Stretching a cadmium sulphide crystal equally in all directions changes its gap, the tension needed to hold it and the energy stored in it. The table leaves these results open at strains of +2 and +3 %. Strain here means the change of every cell length, negative for compression. How closely can the two open rows be reasoned out from the other six?

Wurtzite CdS (4-atom cell, unstrained a = 4.165 Å, c = 6.766 Å) under hydrostatic strain, given per length; Ansatz 0.2.0, plane-wave PAW, r2SCAN with spin–orbit coupling, 500 eV cutoff, 12×12×4 k mesh. The unstrained cell and the atoms at each strain were relaxed with r2SCAN without spin–orbit coupling. Changes and energy rise are relative to the unstrained cell.

```
strain (%)  band gap (eV)  band gap change (eV)  energy rise per atom (meV)  pressure change (GPa)
        -4          1.911                 0.293                        77.8                   9.67
        -3          1.840                 0.221                        41.9                   6.74
        -2          1.767                 0.149                        17.7                   4.17
        -1          1.693                 0.075                         4.1                   1.94
         1          1.544                -0.075                         4.5                  -1.68
         2              ?                     ?                           ?                      ?
         3              ?                     ?                           ?                      ?
         4          1.317                -0.301                        61.4                  -5.44
```

The sign of the gap change can be argued from the kind of state at the band edge. The lowest conduction state of CdS is built mainly from Cd s orbitals, mixed with S s orbitals in the antibonding sense. The hydrogen molecule shows the same effect in its simplest form: when the two atoms approach, their orbitals overlap more and the antibonding level rises. Compression should therefore push up the conduction edge of CdS, and expansion should lower it. The gap also depends on the valence edge, which is mostly S p. That edge is expected to move less, because its bonding mixture with Cd p and its antibonding mixture with Cd d respond to compression in opposite ways. The gap should then widen under compression and narrow under expansion. This argument gives no size, and the table doesn't list the two edges separately.

The size has to come from the numbers. Per percent of length the gap moves by about 0.075 eV, nearly the same on both sides. A simple rule lets orbital coupling grow as the inverse square of bond length; if the gap followed it, 4 % compression would change the gap 1.13 times as much as 4 % expansion. The computed ratio is 0.97, so the simple rule bends the wrong way. For the forecast it is safer to let the known rows set the slope and a small curvature:

ΔE = a s + b s²

Here ΔE is the band gap change and s the strain in percent. The six known rows give a = −0.0744 eV and b = −0.00024 eV. For +3 %, which was not part of the fit, this means

ΔE = −0.0744 × 3 − 0.00024 × 9 ≈ −0.225 eV

The pressure behaves differently, because a crystal stiffens when its atoms are pressed together and softens when they are drawn apart. The Birch–Murnaghan equation describes this by expanding the elastic energy in a strain measure η and taking the slope with volume V:

η = [(V₀/V)^(2/3) − 1]/2
P = 3Bη(1 + 2η)^(5/2) [1 + (3/2)(B′ − 4)η]

P is the pressure change, V₀ the unstrained volume, B the bulk modulus and B′ its rise with pressure. The known pressures give B ≈ 60 GPa and B′ ≈ 4.5, so each further percent of expansion should need less extra tension than the last.

Integrating this pressure over volume gives the energy rise up to a small correction, which shows up as an oddity in the table. Compression costs less energy than expansion at 1 %, yet more at 4 %. Two effects compete here. The unstrained cell has a residual pressure of about −0.07 GPa, so it would like to be slightly smaller, which favours small compressions. At large strains the stiffening under compression wins. The cell was relaxed without spin–orbit coupling and then read with it, which may be the source, but the rows here can't test this. The energy forecasts include the correction for this residual pressure.

The forecasts follow, with error bars judged from the rounding and from how closely the curves meet the known rows.

At +2 %: gap change −0.150 ± 0.003 eV, gap 1.469 ± 0.003 eV, pressure change −3.13 ± 0.05 GPa, energy rise 16.7 ± 0.3 meV an atom.
At +3 %: gap change −0.225 ± 0.003 eV, gap 1.393 ± 0.003 eV, pressure change −4.37 ± 0.05 GPa, energy rise 35.9 ± 0.3 meV an atom.

The gap should keep falling almost evenly, with no switch to another band.

The withheld rows as computed:

```
strain (%)  band gap (eV)  band gap change (eV)  energy rise per atom (meV)  pressure change (GPa)
         2          1.468                -0.151                        16.7                  -3.13
         3          1.392                -0.226                        35.9                  -4.37
```

Pressure and energy agree with the forecasts to the last printed digit. The gap falls by about 1 meV more than forecast in both rows, well inside the bar and too little to deserve a cause. A gap change strictly proportional to the logarithm of volume, which means a constant deformation potential, would have missed by 5 and 8 meV. Both open rows lie between known ones, so the success shows that the curves are smooth; it doesn't prove the orbital picture.

For practical use, the lesson is to reckon gap shifts from length and not from pressure. Around zero strain the gap changes by 41 meV per GPa. Carried to the 9.67 GPa of the most compressed row, that rate gives 0.0414 × 9.67 ≈ 0.40 eV, more than a third above the computed 0.293 eV. The gap responds to length almost as before, but each GPa now shortens the stiffer crystal less.

Two limits apply to real samples. CdS turns to the rocksalt structure at roughly 3 GPa (a recalled value), so the rows at −2 % and beyond describe wurtzite held past its stable range. The r2SCAN gap of the unstrained crystal, 1.62 eV, is also far below the measured one, recalled as roughly 2.5 eV, and the changes should be more reliable, because much of that error is expected to be common to all rows. The fits to the six known rows are printed below.

Output of the analysis:

```
fit of band_gap_change on 6 rows: coefficient of strain -0.07437 +/- 0.00013, coefficient of strain2 -0.0002388 +/- 3.5e-05; rms 0.000697, worst -2 -0.00122, leave-one-out rms 0.00296
  rows outside the fit (model, value, miss): 2 -0.1497, -0.151, 0.00131; 3 -0.2253, -0.226, 0.000742
fit of band_gap_change on 6 rows: coefficient of lnV -2.462 +/- 0.032; rms 0.00604, worst 4 0.0114, leave-one-out rms 0.00895
  rows outside the fit (model, value, miss): 2 -0.1462, -0.151, 0.00476; 3 -0.2183, -0.226, 0.00772
fit of pressure_change on 6 rows: coefficient of bm1 60.07 +/- 0.028, coefficient of bm2 41.28 +/- 0.77; rms 0.00412, worst -3 -0.00719, leave-one-out rms 0.0134
  rows outside the fit (model, value, miss): 2 -3.127, -3.13, 0.00332; 3 -4.374, -4.37, -0.00363
fit of energy_rise_per_atom on 6 rows: coefficient of eel 1 +/- 0.00016, coefficient of dV 0.4516 +/- 0.0034; rms 0.014, worst -2 0.0266, leave-one-out rms 0.0513
  rows outside the fit (model, value, miss): 2 16.73, 16.7, 0.0262; 3 35.93, 35.9, 0.0317
unstrained gap implied by the known rows, eV: 1.618
forecast gap at +2 and +3 % strain, eV: 2 1.469, 3 1.393
judged error bar of gap and gap change, eV: 0.003
judged error bar of pressure change, GPa: 0.05
judged error bar of energy rise, meV an atom: 0.3
size of gap change at -4 % over that at +4 %, calculated: 0.9734
same ratio if the gap followed the inverse square of length: 1.128
gap change per pressure change at -4 %, meV/GPa: 30.3
gap change per pressure change between -1 and +1 %, meV/GPa: 41.44
gap change per pressure change at +4 %, meV/GPa: 55.33
bulk modulus from the pressures, GPa: 60.07
pressure derivative of the bulk modulus: 4.458
residual pressure of the unstrained cell from the energies, GPa: -0.07236
```
